Hexagonal diamond is a carbon network in which every atom is bonded to four neighbours. The table follows it through six cells of one shape but different size, calculated with the PBE density functional. A positive pressure means that the crystal pushes outward and has to be held in; a negative one means that it has to be held open. All six cells are insulating, and their band gap widens steadily with volume, which indicates that the curve describes one electronic state throughout.

Ansatz 0.2.0, PBE with PAW potentials, wave cutoff 420 eV and k mesh 12x12x6, for hexagonal diamond (C, space group P6_3/mmc, 4 atoms per cell). The cells are scaled uniformly from the edges optimised with r²SCAN, with the atoms held where r²SCAN relaxed them in each cell. Pressure and stress are positive in compression.

```tsv
volume (Å³/atom)	c/a	shortest distance (Å)	pressure (GPa)	stress xx (GPa)	stress zz (GPa)
5.092	1.6654	1.485	61.18	60.94	61.65
5.162	1.6654	1.492	52.57	52.42	52.86
5.656	1.6654	1.537	4.16	4.38	3.71
5.741	1.6654	1.544	-2.37	-2.12	-2.88
5.914	1.6654	1.559	-14.29	-14.00	-14.88
6.090	1.6654	1.574	-24.82	-24.53	-25.40
```

**(a)** At what volume would the crystal rest, and why is it not the cell at 5.656 Å³/atom?

*Solution.* The crystal rests where the pressure is zero, which lies between the third and fourth rows. A straight line between them puts it at $5.656 + 0.085 \times 4.16/(4.16+2.37) \approx 5.71$ Å³/atom.

The edges of the cell at 5.656 were optimised with a different functional, r²SCAN. PBE prefers a volume about 1 % larger, and therefore finds this cell slightly squeezed. Changing the functional has moved the zero of the curve, and the pressure of 4.16 GPa is the price of that mismatch.

**(b)** How much pressure does it take to remove 1 % of the volume?

*Solution.* The measure of this stiffness is the bulk modulus, $B = -V\,dP/dV$, with $V$ the volume and $P$ the pressure. Its value at rest, $B_0$, comes from a least-squares fit of the third-order Birch–Murnaghan equation to all six pressures. That equation expands the energy in powers of the strain and takes the slope. The result is $B_0 \approx 433$ GPa, so 1 % costs a little over 4.3 GPa.

The value is high because the network has no soft way to shrink. At fixed shape every bond must shorten, and the bonds are strong, short and densely packed. Silicon in the same kind of network has longer, weaker bonds spread over more volume, and is much easier to squeeze.

**(c)** Is it as easy to squeeze the crystal as to stretch it?

*Solution.* No. On the fitted curve, 5 % less volume needs a pressure of 24 GPa, whereas 5 % more needs a pull of only 19 GPa. The main reason is that the modulus itself grows with pressure, at a rate $B_0' = dB/dP \approx 3.7$ at rest. With $\delta = 1 - V/V_0$ for the fraction of the resting volume $V_0$ that has been removed, expanding the pressure to second order gives

$$P \approx B_0\,\delta + \tfrac12 B_0\,(B_0'+1)\,\delta^2 .$$

The first term changes sign between squeezing and stretching, but the second does not. It adds to the pressure in a squeezed cell and weakens the pull in a stretched one. For the row at 5.914, $\delta = 1 - 5.914/5.71 \approx -0.036$. The two terms are then about $-15.5$ and $+1.3$ GPa, which add up to $-14.2$ GPa.

The table has $-14.29$ GPa for this row, which was part of the fit. In the smallest cell, where $\delta \approx 0.11$, the same two terms fall short of the computed pressure by roughly 2 GPa. Strains of that size need the full equation.

**(d)** Would a network of ideal springs behave in the same way?

*Solution.* Only close to rest. Let the energy grow with the square of the change in length, and let all lengths scale as $x = (V/V_0)^{1/3}$. Differentiating with respect to volume gives

$$P = 3B_0\,\frac{1-x}{x^2}.$$

This curve also bends, mainly because the same force acts on a smaller area when the cell shrinks. Its modulus, however, grows with pressure at a rate of only 1 at rest, instead of 3.7.

With the same $B_0$ and $V_0$, the springs give 52.5 GPa in the smallest cell, where the calculation gives 61.2 GPa. In the largest cell they pull with 27.1 GPa instead of 24.8 GPa. They are too soft under compression and too hard under tension. A real bond differs from a spring in just this way: its energy climbs steeply as the atoms approach, but must level off as they separate. The same reasoning leads one to expect a lopsided curve in other covalent networks.

**(e)** What in the electrons pushes back?

*Solution.* Theory points to their kinetic energy, because electrons confined to less space must move faster. For relaxed atoms, the virial theorem links the kinetic energy $T$ to the total energy $E$ by $T = 3PV - E$. Between the cells at 5.914 and 5.162 it implies a rise of roughly 7 eV per atom. This is an estimate, since the inner electrons are kept frozen in the calculation.

The total energy rises by less than 0.1 eV per atom over the same step. Nearly all the kinetic cost is thus repaid by stronger electrical attraction and other energy terms. The pressure is the small imbalance between large, opposing changes. Below the resting volume, further squeezing costs more kinetic energy than the other terms return.

**(f)** Is the crystal content with its shape?

*Solution.* Almost. The ratio c/a of cell height to cell edge is held at 1.6654, so any preference for another shape appears as a difference between stress xx, along the layers, and stress zz, across them. In the two smallest cells the crystal pushes harder across the layers and would grow slightly taller relative to its width. In the other four it would become slightly flatter.

The largest difference is only 0.2 % of the bulk modulus. That modulus measures resistance to a change of volume, not of shape, but a diamond-like network resists both strongly. The ratio is therefore expected to shift by well under one per cent. The change of sign shows the preferred ratio drifting past the fixed one, with no change of crystal structure.

**(g)** Which digits can be trusted?

*Solution.* Half a unit in the last digit of the volume is worth about 0.04 GPa near rest. For the shortest distance it is worth about 0.4 GPa, so pressures should be plotted against volume. As a check, the fitted curve was integrated to give energies, which had not entered the fit. They agree with the computed total energies to about 0.1 meV per atom.

That agreement shows that pressures and energies belong to the same curve, not that PBE matches a real crystal. Nor is a test with a higher wave cutoff or a finer k mesh given, so it is not known how far the pressures would still move with these settings. The atoms here are also at rest, whereas their zero-point motion would swell the crystal slightly.

A practical rule follows for any cell taken over from another functional or from experiment. If the mismatch is small, multiply the relative difference in volume by the bulk modulus, and the result is roughly the pressure already built into the cell before any load is applied.
